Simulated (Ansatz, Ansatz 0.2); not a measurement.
# Notebook: the 11B quadrupolar coupling in YB6 from PAW field gradients

*A beginner's notebook, kept as written. Several of its settings and conclusions are unsound; a review follows at the end.*

## Starting point

The number I want to reproduce is the size of the quadrupolar coupling constant of 11B in yttrium hexaboride, YB6. It comes from NMR and is 1.2 MHz. I found it in "First-principles calculation of 11B solid-state NMR parameters of boron-rich compounds I: the rhombohedral boron modifications and" (2021, doi:10.1039/d0cp04061d), which quotes it as a literature value from earlier work. The magnetic field, the temperature and details of the sample are not given with the value. All the boron atoms in the crystal are equivalent, so there is only one coupling constant to compare. As I understand it, the nucleus feels how uneven the electric field is around it, and the coupling constant says how strongly.

| compared with | measured | source's wording or label | method |
| --- | --- | --- | --- |
| size of the quadrupolar coupling constant eQVzz/h of 11B at site B (MHz) | 1.2 | 1200 kHz | NMR (literature value) |

Conditions are those given with the value in the passage it was taken from; "not stated" means there, and the paper may say more elsewhere.

## Choices

I want to calculate $|eQV_{zz}/h|$ for boron and get 1.2 MHz. I will call it a success if I am within 0.1 MHz, mostly because that looks close on paper. The model is the cubic cell with seven atoms from the Crystallography Open Database. It is a published structure, so I will use it the way it is. My plan is to start with something quick, see what number comes out, and then change settings until it agrees.

System: YB6 (yttrium hexaboride), Pm-3m; Pm-3m (no. 221), 7 atoms in the primitive cell, conventional a, b, c = 4.113, 4.113, 4.113 A; database cell that is slightly off: about 0.3 % long, ideal inner coordinate; structure from the Crystallography Open Database; note on this database entry: about 0.3 % long, ideal inner coordinate.

## 1. A quick first number

I am using PBEsol on the database structure with a single k point. The cell is small and has only seven atoms, so I think one point should be enough for a small cell. The field gradient is also a property right at the nucleus, and I don't see why it would care much about the mesh. I expect something near 1 MHz.

**Run 1.** Ansatz 0.2: PAW field gradients, PBEsol, database structure, 1x1x1 k mesh, 420 eV, Fermi-Dirac width 0.05 eV, PAW set soft_2.

Key lines of the input:
```
# cell (primitive): 4.1130 4.1130 4.1130 A, 90.00 90.00 90.00 deg
# sites: Y 0.0000 0.0000 0.0000; B 0.5000 0.5000 0.7930
kpoints:
  mp_grid: { grid: [1, 1, 1] }
scf:
  occupations: { method: fermi_dirac, width: 0.05 }
hamiltonian:
  xc: pbesol
output:
  efg: { quadrupole_moments_barn: { B: 0.04059 } }
```

Command:
```
ansatz run input.yaml --threads 4 --pin off --max-ram 8192MiB --backend cpu --events-out ev --progress --plain --runs-dir out
```

Selected lines of the output:
```
SCF converged after 10 iterations
atom 2 B V_zz = +1.144424 η = 0.0000 by run symmetry: allowed C_q = +1.1232 MHz
```

Converged; 0.5 s on 4 cores of Intel Xeon 6975P-C (Granite Rapids), shared host. Warnings: gradients_without_spin_orbit.

| quantity | run 1 | measured | deviation |
| --- | --- | --- | --- |
| size of the quadrupolar coupling constant eQVzz/h of 11B at site B (MHz) | 1.123 | 1.2 | −0.077 (−6.4 %) |
| edge a of the conventional cell that the run used (Å) | 4.113 |  |  |

The coupling comes out at 1.123 MHz, which is 0.077 MHz below the measured value and inside my 0.1 MHz. The run took half a second. I take this to mean that one k point is fine for a cell this small. There was one warning, named `gradients_without_spin_orbit`; I left it alone because the run converged.

## 2. LDA to close the gap

I would like to get rid of the last 0.077 MHz. The functional seems the obvious thing to change, so I am trying LDA on the same structure. I am also taking a 9x9x9 mesh, since the runs are so quick, though I don't expect the mesh to do much. I hope to land a little higher, close to 1.2 MHz.

**Run 2.** Ansatz 0.2: PAW field gradients, LDA, database structure, 9x9x9 k mesh, 420 eV, Fermi-Dirac width 0.05 eV, PAW set soft_2.

Key lines of the input, as changed from run 1:
```diff
  kpoints:
-   mp_grid: { grid: [1, 1, 1] }
+   mp_grid: { grid: [9, 9, 9] }
  hamiltonian:
-   xc: pbesol
+   xc: lda
```

Selected lines of the output:
```
atom 2 B V_zz = -0.975949 η = 0.0000 by run symmetry: allowed C_q = -0.9579 MHz
```

Converged; 0.7 s, same machine. Warnings: gradients_without_spin_orbit.

| quantity | run 2 | measured | deviation |
| --- | --- | --- | --- |
| size of the quadrupolar coupling constant eQVzz/h of 11B at site B (MHz) | 0.958 | 1.2 | −0.242 (−20.2 %) |
| edge a of the conventional cell that the run used (Å) | 4.113 |  |  |

LDA gives 0.958 MHz, further from 1.2 MHz than before, so I conclude that LDA is the worse functional for this crystal. The sign has also turned from plus to minus. The measured value is only a size, so I am leaving the sign out of my comparison.

## 3. A newer functional, r2SCAN

I have read that r2SCAN is more modern than LDA and PBEsol, so I expect it to be closer. This time I let the atoms relax first, because that is what people seem to do, and then calculate the field gradient on the relaxed atoms. The cell stays as it is in the database. I am hoping for something between 1.1 and 1.2 MHz.

**Run 3.** Ansatz 0.2: relaxation with r2SCAN: atoms relaxed, 5x5x5 k mesh, PAW set soft_2.

Key lines of the input:
```
# cell (primitive): 4.1130 4.1130 4.1130 A, 90.00 90.00 90.00 deg
# sites: Y 0.0000 0.0000 0.0000; B 0.5000 0.5000 0.7930
kpoints:
  mp_grid: { grid: [5, 5, 5] }
scf:
  occupations: { method: fermi_dirac, width: 0.05 }
hamiltonian:
  xc: r2scan
relax:
  f_tol: 0.01
  max_steps: 90
output:
  forces: true
```

Selected lines of the output:
```
relax step   1: F+E_penalty+E_count = -4802.07026236 eV  Δ(F+E_penalty+E_count) = +0.000e0 eV  max|allowed force component| = 2.133e0 eV/Å  Δτ_max = …
```

Converged; 1.8 s, same machine.

**Run 4.** Ansatz 0.2: PAW field gradients, r2SCAN, atoms relaxed with r2SCAN in the database cell, 9x9x9 k mesh, 500 eV, Fermi-Dirac width 0.05 eV, PAW set soft_2.

Key lines of the input, as changed from run 2:
```diff
- # sites: Y 0.0000 0.0000 0.0000; B 0.5000 0.5000 0.7930
+ # sites: Y 0.0000 0.0000 0.0000; B 0.5000 0.5000 0.8006
  hamiltonian:
-   xc: lda
+   xc: r2scan
```

Selected lines of the output:
```
atom 2 B V_zz = -1.175948 η = 0.0000 by run symmetry: allowed C_q = -1.1541 MHz
```

Converged; 1 s, same machine. Warnings: gradients_without_spin_orbit.

| quantity | run 3 | run 4 | measured |
| --- | --- | --- | --- |
| size of the quadrupolar coupling constant eQVzz/h of 11B at site B (MHz) | – | 1.154 | 1.2 |
| edge a of the conventional cell that the run used (Å) | 4.113 | 4.113 |  |

r2SCAN gives 1.154 MHz, only 0.046 MHz below the measured value and the closest so far. I put this down to r2SCAN being the more modern functional. In the relaxation the boron coordinate went from 0.7930 to 0.8006, which looks like a tiny shift to me, so I don't think it had much to do with the result. The sign is minus again, as with LDA.

## 4. Relaxing the cell as well

If relaxing the atoms is good, relaxing everything should be better. I am staying with r2SCAN and letting the cell edge change along with the atoms, then calculating the field gradient again. I expect this to take away most of the remaining 0.046 MHz.

**Run 5.** Ansatz 0.2: relaxation with r2SCAN: atoms and cell relaxed, 5x5x5 k mesh, PAW set soft_2.

Key lines of the input, as changed from run 3:
```diff
  relax:
+   cell: {}
  output:
+   write_density: true
+   write_potential: true
+   elf: true
+   volumetric_format: npy
```

Selected lines of the output:
```
relax step   1: F+E_penalty+E_count = -4802.07026236 eV  Δ(F+E_penalty+E_count) = +0.000e0 eV  max|allowed force component| = 2.133e0 eV/Å  Δτ_max = …
```

Converged; 2.8 s, same machine.

**Run 6.** Ansatz 0.2: PAW field gradients, r2SCAN, atoms and cell relaxed with r2SCAN, 9x9x9 k mesh, 500 eV, Fermi-Dirac width 0.05 eV, PAW set soft_2.

Key lines of the input:
```
# cell (primitive): 4.0900 4.0900 4.0900 A, 90.00 90.00 90.00 deg
# sites: Y 0.0000 0.0000 0.0000; B 0.5000 0.5000 0.8009
kpoints:
  mp_grid: { grid: [9, 9, 9] }
scf:
  occupations: { method: fermi_dirac, width: 0.05 }
hamiltonian:
  xc: r2scan
output:
  efg: { quadrupole_moments_barn: { B: 0.04059 } }
```

Selected lines of the output:
```
atom 2 B V_zz = -1.187445 η = 0.0000 by run symmetry: allowed C_q = -1.1654 MHz
```

Converged; 1.1 s, same machine. Warnings: gradients_without_spin_orbit.

| quantity | run 5 | run 6 | measured |
| --- | --- | --- | --- |
| size of the quadrupolar coupling constant eQVzz/h of 11B at site B (MHz) | – | 1.165 | 1.2 |
| edge a of the conventional cell that the run used (Å) | 4.090 | 4.090 |  |

The coupling rises to 1.165 MHz, so only 0.011 MHz of the gap has gone, much less than I had hoped. The cell edge shrank from 4.113 to 4.090 Å. Since the coupling moved towards 1.2 MHz, I take the smaller cell to be the better one.

## 5. Back to PBEsol with more k points

PBEsol gave 1.123 MHz in my very first run, without any relaxing, so perhaps it only needs a little polish. I am going back to it on the database structure, now with the 9x9x9 mesh I have used since. I expect about 1.1 MHz again, perhaps slightly better, and the same plus sign as in the first run.

**Run 7.** Ansatz 0.2: PAW field gradients, PBEsol, database structure, 9x9x9 k mesh, 420 eV, Fermi-Dirac width 0.05 eV, PAW set soft_2.

Key lines of the input, as changed from run 1:
```diff
  kpoints:
-   mp_grid: { grid: [1, 1, 1] }
+   mp_grid: { grid: [9, 9, 9] }
```

Selected lines of the output:
```
atom 2 B V_zz = -0.942431 η = 0.0000 by run symmetry: allowed C_q = -0.9250 MHz
```

Converged; 0.7 s, same machine. Warnings: gradients_without_spin_orbit.

| quantity | run 7 | measured | deviation |
| --- | --- | --- | --- |
| size of the quadrupolar coupling constant eQVzz/h of 11B at site B (MHz) | 0.925 | 1.2 | −0.275 (−22.9 %) |
| edge a of the conventional cell that the run used (Å) | 4.113 |  |  |

I had this wrong. Only the mesh differs from my first run, and the coupling went from +1.1232 to −0.9250 MHz. The first number looked close to 1.2 MHz only because I ignored the sign, so one k point is not enough, even for a small cell. I also called LDA worse than PBEsol on the strength of that first run. On the same structure and mesh LDA gives 0.958 MHz and PBEsol 0.925 MHz, so that conclusion goes too.

## 6. PBEsol with relaxed atoms and two meshes

Now I don't trust the 9x9x9 mesh either, so I want to see it next to a 16x16x16 one. I am relaxing the atoms with PBEsol first, as I did for r2SCAN, and keeping the database cell. I expect the finer mesh to bring the coupling up towards 1.2 MHz, since the mesh made such a big difference last time.

**Run 8.** Ansatz 0.2: relaxation with PBEsol: atoms relaxed, 5x5x5 k mesh, PAW set soft_2.

Key lines of the input, as changed from run 3:
```diff
  hamiltonian:
-   xc: r2scan
+   xc: pbesol
```

Converged; 0.9 s, same machine.

**Run 9.** Ansatz 0.2: PAW field gradients, PBEsol, atoms relaxed with PBEsol in the database cell, 9x9x9 k mesh, 420 eV, Fermi-Dirac width 0.05 eV, PAW set soft_2.

Key lines of the input, as changed from run 7:
```diff
- # sites: Y 0.0000 0.0000 0.0000; B 0.5000 0.5000 0.7930
+ # sites: Y 0.0000 0.0000 0.0000; B 0.5000 0.5000 0.8007
```

Selected lines of the output:
```
atom 2 B V_zz = -1.192887 η = 0.0000 by run symmetry: allowed C_q = -1.1708 MHz
```

Converged; 0.7 s, same machine. Warnings: gradients_without_spin_orbit.

**Run 10.** Ansatz 0.2: PAW field gradients, PBEsol, atoms relaxed with PBEsol in the database cell, 16x16x16 k mesh, 420 eV, Fermi-Dirac width 0.05 eV, PAW set soft_2.

Key lines of the input, as changed from run 9:
```diff
  kpoints:
-   mp_grid: { grid: [9, 9, 9] }
+   mp_grid: { grid: [16, 16, 16] }
```

Selected lines of the output:
```
atom 2 B V_zz = -1.191865 η = 0.0000 by run symmetry: allowed C_q = -1.1698 MHz
```

Converged; 1.6 s, same machine. Warnings: gradients_without_spin_orbit.

| quantity | run 8 | run 9 | run 10 | measured |
| --- | --- | --- | --- | --- |
| size of the quadrupolar coupling constant eQVzz/h of 11B at site B (MHz) | – | 1.171 | 1.17 | 1.2 |
| edge a of the conventional cell that the run used (Å) | 4.113 | 4.113 | 4.113 |  |

The finer mesh did almost nothing: 1.171 MHz with 9x9x9 and 1.170 MHz with 16x16x16. I had expected the mesh to bring the coupling up, but it was the atoms. With the same functional, cell and 9x9x9 mesh, moving the boron coordinate from 0.7930 to 0.8007 raised the size from 0.925 to 1.171 MHz. I called that kind of shift tiny when I relaxed with r2SCAN, and I gave the credit to the functional. PBEsol with relaxed atoms is now about as close to 1.2 MHz as r2SCAN.

## 7. A higher cutoff for PBEsol

I have left the cutoff at 420 eV for PBEsol without knowing whether that is high or low. I am raising it to 900 eV on the same relaxed atoms, with the 9x9x9 mesh. More should be better, so I hope the last 0.03 MHz goes away.

**Run 11.** Ansatz 0.2: PAW field gradients, PBEsol, atoms relaxed with PBEsol in the database cell, 9x9x9 k mesh, 900 eV, Fermi-Dirac width 0.05 eV, PAW set soft_2.

Key lines of the input, as changed from run 9:
```diff
+ basis:
+   ecutwfc: 900
```

Selected lines of the output:
```
atom 2 B V_zz = -1.198570 η = 0.0000 by run symmetry: allowed C_q = -1.1764 MHz
```

Converged; 1.3 s, same machine. Warnings: gradients_without_spin_orbit.

| quantity | run 11 | measured | deviation |
| --- | --- | --- | --- |
| size of the quadrupolar coupling constant eQVzz/h of 11B at site B (MHz) | 1.176 | 1.2 | −0.024 (−2.0 %) |
| edge a of the conventional cell that the run used (Å) | 4.113 |  |  |

Going from 420 to 900 eV raises the coupling from 1.171 to 1.176 MHz. That is a much smaller step than I had hoped for, and 0.024 MHz of the gap to the measured value is still there. The cutoff was not what kept me below 1.2 MHz. I don't know what accounts for the rest, but the result is well inside the 0.1 MHz I set myself, so I am writing down 1.176 MHz as my number.

## Table of results

| run | settings | size of the quadrupolar coupling constant eQVzz/h of 11B at site B (MHz) | deviation | cost |
| --- | --- | --- | --- | --- |
| 1 | PAW field gradients, PBEsol, database structure, 1x1x1 k mesh, 420 eV, Fermi-Dirac width 0.05 eV | 1.123 | −0.077 (−6.4 %) | under 1 core-min |
| 2 | PAW field gradients, LDA, database structure, 9x9x9 k mesh, 420 eV, Fermi-Dirac width 0.05 eV | 0.958 | −0.242 (−20.2 %) | under 1 core-min |
| 3 | relaxation with r2SCAN: atoms relaxed, 5x5x5 k mesh | – |  | under 1 core-min |
| 4 | PAW field gradients, r2SCAN, atoms relaxed with r2SCAN in the database cell, 9x9x9 k mesh, 500 eV | 1.154 | −0.046 (−3.8 %) | under 1 core-min |
| 5 | relaxation with r2SCAN: atoms and cell relaxed, 5x5x5 k mesh | – |  | under 1 core-min |
| 6 | PAW field gradients, r2SCAN, atoms and cell relaxed with r2SCAN, 9x9x9 k mesh, 500 eV, Fermi-Dirac width 0.05 eV | 1.165 | −0.035 (−2.9 %) | under 1 core-min |
| 7 | PAW field gradients, PBEsol, database structure, 9x9x9 k mesh, 420 eV, Fermi-Dirac width 0.05 eV | 0.925 | −0.275 (−22.9 %) | under 1 core-min |
| 8 | relaxation with PBEsol: atoms relaxed, 5x5x5 k mesh | – |  | under 1 core-min |
| 9 | PAW field gradients, PBEsol, atoms relaxed with PBEsol in the database cell, 9x9x9 k mesh, 420 eV | 1.171 | −0.029 (−2.4 %) | under 1 core-min |
| 10 | PAW field gradients, PBEsol, atoms relaxed with PBEsol in the database cell, 16x16x16 k mesh, 420 eV | 1.17 | −0.03 (−2.5 %) | under 1 core-min |
| 11 | PAW field gradients, PBEsol, atoms relaxed with PBEsol in the database cell, 9x9x9 k mesh, 900 eV | 1.176 | −0.024 (−2.0 %) | under 1 core-min |
|  | measured | 1.2 |  |  |

## Closing entry

My number for the boron coupling in YB6 is 1.176 MHz, from PBEsol with relaxed atoms and the 900 eV cutoff. The measured value is 1.2 MHz, so I am inside my target of 0.1 MHz. I picked this run because it is the closest of all of them.

What I take from the work is that the boron position matters a great deal. With PBEsol on the database structure I got 0.925 MHz, and relaxing the atoms alone brought that to 1.171 MHz. The other lesson is that my first result, 1.123 MHz with one k point, looked good and was not: its sign flipped as soon as I used a proper mesh.

I still can't say whether PBEsol or r2SCAN is better, since both end up close to the measured value. I never tried LDA with relaxed atoms, so I can't say anything fair about it either. I also don't know why the cell shrank with r2SCAN, or which cell edge I should have used. I am leaving the notebook here with those questions open.

## An expert's review

Further runs made for the review:

| reviewer's run | settings | size of the quadrupolar coupling constant eQVzz/h of 11B at site B (MHz) | deviation | cost | status |
| --- | --- | --- | --- | --- | --- |
| R1 | PAW field gradients, r2SCAN, atoms relaxed with PBEsol in the database cell, 9x9x9 k mesh, 500 eV, Fermi-Dirac width 0.05 eV, PAW set soft_2 | 1.155 | −0.045 (−3.7 %) | under 1 core-min | warnings: gradients_without_spin_orbit |
| R2 | PAW field gradients, LDA, atoms relaxed with PBEsol in the database cell, 9x9x9 k mesh, 420 eV, Fermi-Dirac width 0.05 eV, PAW set soft_2 | 1.21 | +0.01 (+0.8 %) | under 1 core-min | warnings: gradients_without_spin_orbit |
| R3 | PAW field gradients, PBEsol, atoms and cell relaxed with PBEsol, 9x9x9 k mesh, 420 eV, Fermi-Dirac width 0.05 eV, PAW set soft_2 | 1.187 | −0.013 (−1.1 %) | under 1 core-min | warnings: gradients_without_spin_orbit |
| R4 | PAW field gradients, PBEsol, atoms relaxed with PBEsol in the database cell, 9x9x9 k mesh, 380 eV, all-electron datasets made for the crystal, Fermi-Dirac width 0.05 eV | 1.203 | +0.003 (+0.3 %) | under 1 core-min | warnings: crystal_datasets_made; gradients_without_spin_orbit |
|  | measured | 1.2 |  |  |  |

The plan to change settings until the number agrees was the first mistake, because agreement can't show which settings are right. The target of 0.1 MHz was chosen for its looks. It is about 8 % of the measured value, too loose to tell the functionals apart, and it let a faulty run pass.

That was run 1, whose closeness to experiment is chance. The field gradient is read at the nucleus, but it comes from the charge around it, which in a metal needs a proper k mesh. The change of sign in run 2 was the clue: NMR doesn't give the sign here, but two calculations can still be compared by it. Run 2 changed mesh and functional together, so it could not show LDA to be worse. Run 7 separated the two, at a cost of 0.7 s, and the author rightly withdrew both conclusions.

The spin–orbit warning was left alone "because the run converged", but convergence says nothing about a term that is left out. It needed a test or a mention as an uncertainty. I expect a small effect for boron, but my runs omit the term too.

A published structure also needs checking. This one has an idealised boron position, and the first step of run 3 showed a force of 2.133 eV/Å. Relaxing the atoms took seconds and, once the mesh was adequate, mattered most, as the author found by comparing runs 7 and 9. The credit first given to r2SCAN was misplaced: on the PBEsol-relaxed atoms it gives 1.155 MHz (R1), slightly below the 1.171 MHz of PBEsol in run 9. On those same atoms LDA, which the author never tried with relaxed atoms, gives 1.210 MHz (R2).

Run 6 doesn't show that the smaller cell is better; an edge should be judged against a measured edge. The database edge is about 0.3 % too long, which explains part of the shrinkage, but r2SCAN shortens it by nearly 0.6 % and so overshoots. A reliable measured edge with relaxed atoms would have been the better choice. The effect is small in any case: with PBEsol, relaxing the cell as well gives 1.187 MHz (R3).

The mesh and cutoff tests in runs 10 and 11 are well made. Such tests show whether a result is settled, though, and needn't bring it closer to experiment. Run 11 is sound, but being "the closest of all" was the wrong reason to choose it. Part of the gap the author couldn't account for may lie in the PAW data: with datasets made for this crystal, PBEsol gives 1.203 MHz (R4).

Sound simulations therefore match the measured 1.2 MHz to within about 4 %. The choices of functional, cell and PAW data shift the result by about as much as the remaining gap, so there is no clear disagreement to explain and no basis for naming a best functional. The effects of spin–orbit coupling and atomic motion remain untested.

[Logs are printed without paths, hosts, clocks, repeated set-up lines and the standing remarks that a program may print on its own settings, such as how far it seeks lower states.]

[The runs shown are a pick from a larger set of finished runs; failed, doubtful and other runs were left out of it ahead of writing. So were measured values far from every level or from commonly accepted values, and agreement can look better than it is. Lines of input and output are excerpts and may be shortened.]
